# The Josephson-quasiparticle cycle in three charge states

A small superconducting island is joined to a grounded superconducting reservoir by a Josephson junction, and to a drain by a junction of much higher resistance $R$. A Cooper pair oscillates coherently between reservoir and island. It can also break up and leave through the drain as two quasiparticles, one after the other. This Josephson-quasiparticle (JQP) cycle pumps the single artificial-atom maser of Astafiev and co-workers (2007), in which an Al charge qubit sits in a Nb resonator. Three charge states give its current in closed form. At each **Predict**, commit to an answer before reading on.

## Energies and the voltage window

Let $n$ count excess electrons on the island and $N$ the electrons delivered to the drain, held at voltage $V>0$. With $e>0$ and the single-electron charging energy $E_C=e^2/2C_\Sigma$,

$$E(n,N)=E_C\,(n-n_g)^2-N\,eV ,$$

where $n_g$ is the induced charge in units of $e$, including the part induced by $V$. All electrodes at the junctions have the same gap $\Delta$, and $k_BT\ll\Delta$. The pair transition $0\leftrightarrow2$ across the Josephson junction is detuned by

$$\delta=E(2,N)-E(0,N)=4E_C(1-n_g).$$

**Predict.** Which of the steps $2\to1$ and $1\to0$ through the drain releases less energy, and by how much?

Subtracting the energies before and after each step gives

$$\varepsilon_1=eV+E_C+\delta/2,\qquad \varepsilon_2=eV-E_C+\delta/2 ,$$

and an unwanted further step $0\to-1$ would release $eV-3E_C+\delta/2$. Each step creates one quasiparticle on either side of the barrier and so needs at least $2\Delta$. The second step is the weaker, by $2E_C$. At $\delta=0$ the cycle closes, and stays within three states, for

$$2\Delta+E_C<eV<2\Delta+3E_C .$$

At zero temperature the golden-rule rate for a released energy $\varepsilon>2\Delta$ is the quasiparticle current of the junction divided by $e$:

$$\Gamma(\varepsilon)=\frac{1}{e^2R}\int_\Delta^{\varepsilon-\Delta}\!\frac{E\,(\varepsilon-E)\,dE}{\sqrt{E^2-\Delta^2}\sqrt{(\varepsilon-E)^2-\Delta^2}}=\frac{1}{e^2R}\Big[\varepsilon\,\mathsf E(m)-\frac{2\Delta^2}{\varepsilon}\mathsf K(m)\Big],$$

with complete elliptic integrals of parameter $m=1-(2\Delta/\varepsilon)^2$. The rate jumps to $\pi\Delta/2e^2R$ at threshold and tends to $\varepsilon/e^2R$ far above it.

## The model

Keep $|0\rangle,|1\rangle,|2\rangle$ and take

$$H=\delta\,|2\rangle\langle2|-\tfrac12E_J\big(|0\rangle\langle2|+|2\rangle\langle0|\big),$$

with Lindblad jump operators $\sqrt{\Gamma_1}\,|1\rangle\langle2|$ and $\sqrt{\Gamma_2}\,|0\rangle\langle1|$. The rates are constants, $\Gamma_1=\Gamma(eV+E_C)$ and $\Gamma_2=\Gamma(eV-E_C)$; the price of that choice is sized below. The energy of $|1\rangle$ drops out, because nothing couples that state coherently.

**Predict.** At what rate does the coherence $\rho_{20}=\langle2|\rho|0\rangle$ decay, and does $\Gamma_2$ enter?

State $|2\rangle$ loses population at $\Gamma_1$, hence amplitude at $\Gamma_1/2$. State $|0\rangle$ does not decay, and the jump into it carries no phase. So $\Gamma_2$ is absent from the coherence equation. With $p_n=\rho_{nn}$,

$$\dot p_2=\frac{E_J}{\hbar}\,\mathrm{Im}\,\rho_{20}-\Gamma_1p_2,\qquad \dot p_1=\Gamma_1p_2-\Gamma_2p_1,$$

$$\dot\rho_{20}=-\Big(\frac{i\delta}{\hbar}+\frac{\Gamma_1}{2}\Big)\rho_{20}+\frac{iE_J}{2\hbar}(p_0-p_2),\qquad p_0+p_1+p_2=1 .$$

## Steady state

Setting $\dot\rho_{20}=0$ gives

$$\rho_{20}=E_J\,(p_0-p_2)\,\frac{2\delta+i\hbar\Gamma_1}{4\delta^2+\hbar^2\Gamma_1^2}.$$

The net pair flow $(E_J/\hbar)\,\mathrm{Im}\rho_{20}$ is therefore $\gamma\,(p_0-p_2)$ with

$$\gamma=\frac{E_J^2\,\Gamma_1}{4\delta^2+\hbar^2\Gamma_1^2}.$$

This looks like a golden-rule rate into a level of width $\hbar\Gamma_1$, yet nothing was expanded in $E_J$. In the steady state it is exact for any $E_J/\hbar\Gamma_1$, even when the time-dependent solution shows many pair oscillations.

**Predict.** Three steps in series suggest a cycle time $1/\gamma+1/\Gamma_1+1/\Gamma_2$. Test this for $\gamma\to\infty$.

The guess fails, because the pair also tunnels back. For fast pair exchange $p_0=p_2$: the system spends only half of its even-state time in $|2\rangle$, so the wait for the first quasiparticle is $2/\Gamma_1$. Formally, one flux $\nu$ runs round the loop,

$$\nu=\gamma(p_0-p_2)=\Gamma_1p_2=\Gamma_2p_1 ,$$

so $p_2=\nu/\Gamma_1$, $p_1=\nu/\Gamma_2$ and $p_0=\nu/\gamma+\nu/\Gamma_1$. Normalisation fixes $\nu=1/\tau$, and each turn delivers two electrons:

$$\boxed{I=e(\Gamma_1p_2+\Gamma_2p_1)=\frac{2e}{\tau},\qquad \tau=\frac1\gamma+\frac2{\Gamma_1}+\frac1{\Gamma_2}}$$

Only $1/\gamma$ depends on $\delta$, and it is quadratic in $\delta$. Multiplying through by $E_J^2\Gamma_1$ shows an exact Lorentzian:

$$I(\delta)=\frac{2e\,\Gamma_1E_J^2}{4\delta^2+W^2},\qquad W^2=\hbar^2\Gamma_1^2+E_J^2\Big(2+\frac{\Gamma_1}{\Gamma_2}\Big),$$

where $W$ is the full width at half maximum in $\delta$.

**Predict.** At $\delta=0$ and fixed $E_J$ and $\Gamma_2$, does a larger $\Gamma_1$ always raise the current?

No. There $1/\gamma=\hbar^2\Gamma_1/E_J^2$ grows with $\Gamma_1$: fast decay damps the coherence that carries the pair. The sum $\hbar^2\Gamma_1/E_J^2+2/\Gamma_1$ is least at $\hbar\Gamma_1=\sqrt2E_J$. For $E_J\ll\hbar\Gamma_1$, with $\Gamma_2$ comparable to $\Gamma_1$, the peak is $2eE_J^2/\hbar^2\Gamma_1$ and the width $\hbar\Gamma_1$. For $E_J\gg\hbar\Gamma_1$ the peak saturates at $2e/(2/\Gamma_1+1/\Gamma_2)$ and the width is proportional to $E_J$.

## Numbers

The inputs are illustrative and chosen to be of the size typical for an Al charge qubit in a Nb coplanar resonator: $\Delta=200\ \mu$eV, $E_C=80\ \mu$eV, $E_J=20\ \mu$eV ($E_J/h=4.84$ GHz), $R=1$ M$\Omega$, resonator frequency $f=10$ GHz and photon loss rate $\kappa/2\pi=1.3$ MHz. The niobium enters only through $f$ and $\kappa$. All results are the model's, and unrounded values are carried between steps.

The window runs from 480 to 640 $\mu$V. Take its middle, $V=560\ \mu$V.

| step | $\varepsilon$ ($\mu$eV) | $m$ | $\mathsf K$ | $\mathsf E$ | $e^2R\,\Gamma$ ($\mu$eV) | $\Gamma$ (ns$^{-1}$) |
|---|---|---|---|---|---|---|
| $2\to1$ | 640 | 0.6094 | 1.9598 | 1.2933 | 582.7 | 3.637 |
| $1\to0$ | 480 | 0.3056 | 1.7172 | 1.4429 | 406.4 | 2.536 |

Thus $\hbar\Gamma_1=2.394\ \mu$eV and $\Gamma_1/\Gamma_2=1.434$.

**Predict.** Which regime is this, and what sets the width?

It is the saturated regime, with $\hbar\Gamma_1$ far below the optimum $\sqrt2E_J=28.3\ \mu$eV. The width is $W=37.14\ \mu$eV, or $W/4E_C=0.116$ in gate charge, almost all of it from $E_J$. Dropping the term $\Gamma_1/\Gamma_2$ would give 28.4 $\mu$eV, so the second decay matters. The two quasiparticle waits are $2/\Gamma_1=550$ ps and $1/\Gamma_2=394$ ps.

The eigenstates $|\pm\rangle$ of $H$ in the $\{0,2\}$ block are split by $\Omega=\sqrt{\delta^2+E_J^2}$. The maser works where $\Omega=hf=41.36\ \mu$eV, which means $|\delta|=36.20\ \mu$eV.

| $\lvert\delta\rvert$ ($\mu$eV) | $1/\gamma$ (ps) | $\tau$ (ps) | $I$ (pA) | $p_0$ | $p_1$ | $p_2$ |
|---|---|---|---|---|---|---|
| 0 | 3.9 | 948 | 338 | 0.294 | 0.416 | 0.290 |
| 18.57 ($W/2$) | 952 | 1896 | 169 | 0.647 | 0.208 | 0.145 |
| 36.20 | 3607 | 4551 | 70.4 | 0.853 | 0.087 | 0.060 |

These digits belong to the three-state model with an empty resonator.

## The cycle as a pump

**Predict.** The current is even in $\delta$. On which side of the peak is the qubit inverted?

The cycle ends by putting the system in $|0\rangle$, so inversion needs $|0\rangle$ to be mostly the upper state, which is $\delta<0$. The operator $|+\rangle\langle+|-|-\rangle\langle-|$ equals $[\delta(|2\rangle\langle2|-|0\rangle\langle0|)-E_J(|0\rangle\langle2|+|2\rangle\langle0|)]/\Omega$. Its average needs $p_0-p_2=\nu/\gamma=(4\delta^2+\hbar^2\Gamma_1^2)/(4\delta^2+W^2)$ and the real part of $\rho_{20}$ found above:

$$p_+-p_-=-\frac{\delta}{\Omega}\;\frac{4\Omega^2+\hbar^2\Gamma_1^2}{4\delta^2+W^2}.$$

It is odd in $\delta$. At $\delta=-36.20\ \mu$eV it equals 0.905, and since $p_++p_-=1-p_1$, $p_+=0.909$ and $p_-=0.004$. The mechanism shows in the weights. Here $|+\rangle$ holds $|0\rangle$ with weight $w=(1+|\delta|/\Omega)/2=0.938$ and $|2\rangle$ with weight $1-w=0.062$, while $|-\rangle$ has them reversed. The upper state is fed at $w\Gamma_2$ and emptied slowly at $(1-w)\Gamma_1$; the lower state is fed at $(1-w)\Gamma_2$ and emptied fast at $w\Gamma_1$. This rate picture needs $\hbar\Gamma_1\ll\Omega$, which holds.

**Predict.** When the resonator fills with photons, does the drain current rise or fall?

It rises, because emission moves the system from the long-lived $|+\rangle$ to the short-lived $|-\rangle$. The limit follows without a model of the field. A saturating resonant field forces $p_+=p_-=p$. The time-averaged weight of $|2\rangle$ is then $(1-w)p+wp=p$, and likewise for $|0\rangle$, exactly as for $\gamma\to\infty$. Hence $\nu_{\rm sat}=1/(2/\Gamma_1+1/\Gamma_2)=1.059$ ns$^{-1}$ and $I_{\rm sat}=339$ pA, against 70.4 pA when empty. The net emission rate is the feed of $|+\rangle$ minus its quasiparticle loss, $\nu_{\rm sat}[w-(1-w)]=\nu_{\rm sat}|\delta|/\Omega=0.927$ ns$^{-1}$. Dividing by $\kappa=8.17\ \mu\mathrm s^{-1}$ gives the model's ceiling of about $1.1\times10^2$ photons. Such masers typically hold some tens of photons, so the ceiling lies above typical behaviour by a factor of a few; it assumes full saturation and no dephasing.

## What the model leaves out

**Other charge states.** Near resonance the Josephson junction mixes $|1\rangle$ with $|3\rangle$ and $|-1\rangle$, each detuned by $4E_C$, with probability of order $(E_J/8E_C)^2=1.0\times10^{-3}$. A quasiparticle crossing that junction would gain only $E_C<2\Delta$ and is blocked. The drain junction has a Josephson energy $h\Delta/8e^2R=0.65\ \mu$eV by the Ambegaokar-Baratoff relation, and its nearest pair resonance, $0\to-2$, is detuned by $2eV-8E_C=480\ \mu$eV. The quasiparticles created are assumed to relax away.

**Energy dependence of the rates.** When $\Omega\gg\hbar\Gamma_1$ the states that decay and are fed are $|\pm\rangle$, at energies $\delta/2\pm\Omega/2$ above the bare $|0\rangle$. The term $\delta/2$ in $\varepsilon_{1,2}$ then cancels, and the released energies are $eV+E_C\pm\Omega/2$ out of $|\pm\rangle$ and $eV-E_C\mp\Omega/2$ into $|\pm\rangle$. The constant rates sit at the midpoints. At the maser point $\Omega/2=20.7\ \mu$eV, which raises the decay rate of $|+\rangle$ by 3.8 % and lowers its feeding rate by 5.8 %. The tail of the Lorentzian is therefore skewed by a few per cent, and the current at the maser point is 70 pA to that accuracy. Both edges of the window lie 80 $\mu$eV away, well beyond $\Omega/2$ and $\hbar\Gamma_1$.

**Charge noise.** Markovian dephasing at rate $\Gamma_\varphi$ in the charge basis replaces $\Gamma_1/2$ by $\Gamma_\perp=\Gamma_1/2+\Gamma_\varphi$ in the coherence equation. The boxed formula survives with $\gamma=2E_J^2\Gamma_\perp/(4\delta^2+4\hbar^2\Gamma_\perp^2)$. This hardly touches the saturated peak but rivals the tail current: $\Gamma_\varphi=\Gamma_1/2=1.8$ ns$^{-1}$ raises the current at the maser point from 70 to 116 pA.

## Model and general statement

The general statement says that a pair resonance followed by two quasiparticle decays carries $I=2e/(1/\gamma+2/\Gamma_1+1/\Gamma_2)$, that the cycle opens at $eV=2\Delta+E_C$, and that the line is a Lorentzian in $\delta$. The three-state model reproduces the current with no approximation in $E_J$, and it sharpens the rest in three places.

1. The width depends on $\Gamma_2$ as well as on $E_J$ and $\Gamma_1$. A slow second step traps the system in $|1\rangle$, which lowers the peak and widens it by the term $E_J^2\Gamma_1/\Gamma_2$ in $W^2$, while the far tail $I\to eE_J^2\Gamma_1/2\delta^2$ is independent of $\Gamma_2$.
2. The threshold holds for $E_C=e^2/2C_\Sigma$ and comes with an upper edge at $2\Delta+3E_C$. For resolved eigenstates it splits into $2\Delta+E_C\mp\Omega/2$, and feeding the upper state, as a maser requires, needs the higher value: 501 $\mu$V instead of 480 $\mu$V at the maser point of the model.
3. The Lorentzian is exact for constant rates and an empty resonator. It is even in $\delta$ while the inversion is odd, so photons add current on the side $\delta<0$ near $\Omega=hf$, bounded by the saturated value $2e/(2/\Gamma_1+1/\Gamma_2)$.